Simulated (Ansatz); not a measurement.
## Computed against measured: atomisation enthalpy at 298 K

10 molecules; the atomisation enthalpy at 298 K in kJ/mol, computed less measured. Shapes, held fixed at every level: PBE0-D4/def2-TZVP. Flexible molecules stand in one conformer, not always the lowest. Thermal terms are harmonic and unscaled (PBE0-D4/def2-TZVP); the spin-orbit lowering of the free atoms is taken from their spectra. Programs: Ansatz 0.2.0. Measured values: Active Thermochemical Tables, CRC Handbook of Chemistry and Physics.

Levels: A = SPW92/def2-TZVPP; B = BHLYP-D4/def2-TZVPP; C = MP2/def2-TZVPP; D = CCSD/def2-TZVPP.

```tsv
molecule	from tabulated heats	A	B	C	D
Cl2 (SMILES ClCl)	243	+98	-47	-9	-45
InBr3 (indium tribromide)	861	+109	-82	-17	-89
CH2BrF (bromofluoromethane)	1556	+292	-80	-1	-76
CH2I2 (diiodomethane)	1247	+235	-63	+5	-71
GeCl4 (germanium tetrachloride)	1353	+269	-62	+60	-68
C2H3Cl3 (1,1,2-trichloroethane)	2603	+467	-124	-7	-149
C3H4O2 (methylglyoxal)	3792	+667	-185	+2	-193
C4H6O (SMILES C=COC=C)	4438	+723	-159	-38	-206
C4H6S (2,3-dihydrothiophene)	4362	+698	-131	-27	-192
C5H8 (SMILES C=C=CCC)	5188	+749	-134	-62	-208
```

(1) Sum up the errors.

## Answers

(1) 
| level | kind | mean error | mean absolute error | worst case |
| --- | --- | --- | --- | --- |
| SPW92/def2-TZVPP | LDA | +430.7 | 430.7 | C5H8 |
| BHLYP-D4/def2-TZVPP | global hybrid | -106.7 | 106.7 | C3H4O2 |
| MP2/def2-TZVPP | perturbation theory | -9.4 | 22.8 | C5H8 |
| CCSD/def2-TZVPP | coupled cluster or CI | -129.7 | 129.7 | C5H8 |

On this set MP2/def2-TZVPP has the smallest mean absolute error and SPW92/def2-TZVPP the largest. SPW92/def2-TZVPP is too high in 10 of 10; BHLYP-D4/def2-TZVPP is too low in 10 of 10; MP2/def2-TZVPP is too low in 7 of 10; CCSD/def2-TZVPP is too low in 10 of 10. The heats of InBr3, GeCl4, C2H3Cl3 come from older tables and can be uncertain by 10 kJ/mol or more. The molecules' own spin-orbit binding is left out, so errors for heavy halides read too negative. Heats of the atoms come from ATcT where it has them. The tabulated value of CH2I2 is in doubt (older tables, estimates, or at odds with other calculations) and kept here. Over the 9 molecules whose values aren't doubted the mean absolute errors are A 452.4; B 111.6; C 24.8; D 136.2. For SPW92/def2-TZVPP and BHLYP-D4/def2-TZVPP and CCSD/def2-TZVPP the error tends to grow with the atomisation enthalpy. Correlated wave functions converge slowly with the basis. CCSD also lacks the triples, which bind further. For atoms past krypton def2 sets carry core potentials with scalar relativity. Relativity is left out for Br, Ge. Outer-core shells of Br, Ge, I, In are correlated, in sets that cover them unevenly. The set is small.

The local density approximation overbinds every molecule, and its error rises without exception with the atomisation enthalpy. Its exchange-correlation energy describes the compact, inhomogeneous free atoms worse than the smoother density of the molecule, so each bond formed adds to the error. BHLYP errs the other way: its large share of exact exchange removes much of the left-right correlation that semilocal exchange mimics. This probably weighs most on multiple bonds to oxygen, and methylglyoxal, with its adjacent carbonyl groups, has the largest BHLYP error, -185 kJ/mol, although C5H8 has the larger atomisation enthalpy.

MP2's small mean error of -9.4 kJ/mol doesn't make it the better account of correlation. Second-order theory treats electron pairs independently and often exaggerates their contribution to binding, which here probably offsets the correlation lost to the finite basis. CCSD couples the pairs and lacks that compensation. A larger basis could therefore push MP2 towards overbinding while improving CCSD, so the ranking shouldn't be carried over to the basis-set limit.
